## Straining Ni₂Ge both ways

### Question

A crystal of Ni₂Ge is scaled by the same percentage along every edge, and its energy is computed with density functional theory. In the table, strain is the percentage change of each edge, negative for squeezing and positive for stretching. The energy change and the volume change are counted from the unstrained crystal.

Ni2Ge (P6_3/mmc, 6 atoms per cell, unstrained a = 3.978, c = 5.037 Å), computed with Ansatz 0.2.0: r2SCAN, plane-wave PAW, scalar-relativistic, no spin polarisation, cutoff 500 eV, k mesh 12×12×8, Gaussian smearing of 0.1 eV. All cell edges are scaled equally and held while the atoms relax within the symmetry; changes are relative to the unstrained crystal.

| strain (%) | energy change (meV/atom) | volume change (%) |
| --- | --- | --- |
| -3 | 64.8 | -8.73 |
| -2 | 27.7 | -5.88 |
| -1 | 6.6 | -2.97 |
| 1 | 6.2 | 3.03 |
| 2 | 23.9 | 6.12 |
| 3 | 51.6 | 9.27 |

**(a)** Treat the crystal as a spring of constant stiffness. The same calculation gives a pressure of 6.45 GPa at −1 % and of −5.50 GPa at +1 %, where a negative value means that the crystal has to be pulled outwards. Estimate the energy at a strain of 3 % and compare it with the table.

**(b)** Find what the constant spring leaves out, and derive how the difference between squeezing and stretching should grow with strain. The pressures are 22.6 and 13.9 GPa at −3 and −2 %, and −10.2 and −14.2 GPa at +2 and +3 %.

**(c)** Explain the result of (b) by the forces between atoms.

**(d)** A single crystal of this compound is squeezed by a fluid from all sides. Would it follow the rows of the table? At −3 % the stress is 23.9 GPa in the hexagonal plane and 20.1 GPa along the c axis.

### Model answer

**(a) The constant spring.** The unstrained crystal is practically free of pressure, so it sits at the bottom of its energy curve for this kind of strain. Near such a bottom the energy rises as the square of the displacement, whatever the bonding. The only quantity needed is the stiffness, here the bulk modulus B: the pressure change divided by the relative volume change that causes it.

Between −1 and +1 % the pressure falls by 6.45 + 5.50 = 11.95 GPa. The volume grows by 2.97 + 3.03 = 6.00 %. Hence

B ≈ 11.95 GPa / 0.0600 ≈ 199 GPa.

For a small strain e of every edge, written as a fraction, the volume changes by about 3e. The energy per atom is then

E ≈ ½ B V₀ (3e)²,

where V₀ = 11.51 Å³ is the volume per atom. With 160.2 GPa equal to 1 eV/Å³, a strain of 3 % gives

E ≈ ½ × (199/160.2) × 11.51 × 0.09² eV ≈ 0.058 eV,

or 58 meV per atom.

The table has 64.8 meV for squeezing and 51.6 meV for stretching. The spring therefore misses each of them by 6 to 7 meV, in opposite directions. Their mean, 58.2 meV, it meets almost exactly. The energies at 3 % played no part in the estimate, which used only pressures at 1 %.

**(b) A spring that changes its stiffness.** A constant spring must charge the same for both directions, and this crystal does not. The pressures show why. From −2 to −3 % the pressure climbs by 8.7 GPa, while from +2 to +3 % the outward pull grows by only 4.0 GPa. The crystal pushes back harder and harder when squeezed, and it yields more and more when stretched.

Divided by the relative volume change within each step, these figures give a bulk modulus of 282 GPa at the squeezed end and 136 GPa at the stretched end. The bulk modulus is thus roughly halved across the table, and it falls at every step between. Part of this fall is geometry, since pressure is force per area and the faces grow on stretching. The stiffness against a change of the edges is proportional to (1 + e)(B − 2P/3), with P the pressure, and it falls somewhat less, to a little over half. Energy is the work done against the pressure. Squeezing costs more because that work is done against a stiffening crystal.

The simplest description lets K, the stiffness against a change of the edges, fall in proportion to the strain: K = K₀(1 − se), where K₀ is the stiffness at rest and s says how fast it is lost. Adding up the force, and then the work, gives

E = K₀ (e²/2 − se³/6).

The first term is the constant spring and is the same for both signs of e. The second changes sign with e: it raises the cost of squeezing and lowers that of stretching by the same amount. The difference between the two directions should therefore grow as the cube of the strain.

From 2 to 3 % a cubic law predicts growth by a factor of 1.5³ ≈ 3.4. In the table the difference grows from 3.8 to 13.2 meV, a factor of 3.5. This also explains why the effect is so easily overlooked at small strain. At 1 % the two directions differ by only 0.4 meV, a little less than a pure cubic law would give. The table's energies are extrapolated to zero smearing, which adds a small term roughly linear in strain, whereas the pressure belongs to the smeared free energy. In the free energies of the same runs the differences are 0.54, 4.05 and 13.5 meV. Divided by 1, 8 and 27 they give 0.54, 0.51 and 0.50, so the cubic law holds to within a tenth at all three strains.

**(c) Why the stiffness falls.** Two tendencies balance in the crystal at rest. Bonding pulls the atoms together, as electrons shared between nickel and germanium lower their energy. Repulsion pushes them apart: the Pauli principle keeps electrons of neighbouring atoms from simply sharing the same space, so crowding them raises their kinetic energy. The repulsion has the shorter range and therefore changes faster with distance.

A pair of atoms shows the consequence. Let the repulsive energy fall off with distance as an exponential with decay rate p, and let the attraction fade with a smaller rate q. At rest the two forces are equal; call their common size F. A force that decays at rate p changes by pF per unit of distance, so the net stiffness is pF − qF = F(p − q). It is positive because the repulsion is the steeper of the two.

The same step can be taken once more. As the atoms move apart, the repulsive part of the stiffness, pF, fades at rate p, and the attractive part, qF, at rate q. The net stiffness therefore falls by F(p² − q²) per unit of distance, which is (p + q) times the stiffness itself. The condition that makes the pair stable, p greater than q, is also the one that makes it soften on stretching.

This argument supplies the direction of the effect, not its size. A metal is more than a set of atom pairs, and the calculation does not divide its energy into repulsion and attraction. It does show how sensitive the balance is. The shortest Ni–Ge distance is 2.30 Å, and a change of 5 % in it, little more than 0.1 Å, separates the middles of the two end steps between which the bulk modulus halves.

**(d) Under a fluid.** Not exactly. A fluid presses equally on every face, whereas the crystal in the table needs a larger stress in the plane than along c to keep its proportions. The excess is about 19 % in every row. Under equal pressure the c axis would give way more than the edges in the plane, and the ratio of the two lengths would change.

The arrangement of the atoms makes this plausible. The shortest Ni–Ge contacts lie in the plane, while those along c are longer, at 2.52 Å. In this structure type each germanium also has six oblique nickel neighbours, slightly farther still, which act in both directions. The shorter contacts are probably the stiffer ones, although the calculation does not measure them one by one.

A crystal free to change its proportions would reach each volume at a lower energy, or at most at the same one. The 199 GPa of part (a) is therefore an upper limit to the bulk modulus that this calculation would give under a fluid near zero pressure. At higher pressure the crystal stiffens, as in (b), and the limit no longer applies. How far below 199 GPa the value at rest lies would have to come from runs in which the ratio of the axes is set free.

### Remarks on the reasoning

**A good mean does not prove a constant spring.** It is tempting to stop at part (a), since 58 meV agrees with the average of the two directions. The average hides the very effect in question, because the cubic term cancels when the two signs are added. A full answer looks at the sum and the difference separately. The sum measures the stiffness, and the difference measures how the stiffness changes.

**Equal strains are not equal volume changes.** A careful candidate may object that the two directions are not compared fairly. At 3 % stretching changes the volume by 9.27 %, squeezing by only 8.73 %. If the energy were a simple parabola in the volume, stretching would then be the dearer direction, by about 13 %. In the table it is about 20 % cheaper, so the softening has to overcome this geometric handicap first.

**Pressure and energy are two views of one calculation.** Their agreement in (a) shows that the results are consistent. It holds at 1 % too, where the spring and the mean of the two directions both give 6.4 meV. An error that changes sign with the strain would cancel in that mean, however, so the check does not cover the 0.4 meV between the two directions. Nor does the agreement test the picture of repulsion and attraction in (c), which rests on general physics. An answer that presents the falling bulk modulus as proof of Pauli repulsion claims too much. The softening is computed, and its cause is argued.

**The smoothness of the rows has a condition attached.** No row departs from the trend, and (b) accounts for all six with one idea. All of them, however, were computed without magnetism, in a compound that is two-thirds nickel. Stretching a metal narrows its bands, and this tends to favour magnetic moments. The smearing entropy of these runs, a measure of the density of states at the Fermi level, does rise steadily from −3 to +3 %. If moments appeared only in the stretched crystal, they would lower its energy further, and the difference between the directions would no longer come from softening alone. The hexagonal symmetry was also kept throughout, so the rows do not show whether this structure is the stable one, and part (d) holds only for a crystal that has it. Finally, the energies are for atoms at rest, without thermal or zero-point motion, which usually makes a real crystal slightly larger and softer.

**For practical use, strain the crystal both ways.** A stiffness derived from the energy at −3 % alone would come out about 12 % above that of the constant spring, and one from +3 % about 11 % below it. The mean of the two directions agrees with the spring to within 1 % at each of the three strains. The second calculation thus removes most of the error, and its difference from the first shows how quickly the crystal softens.
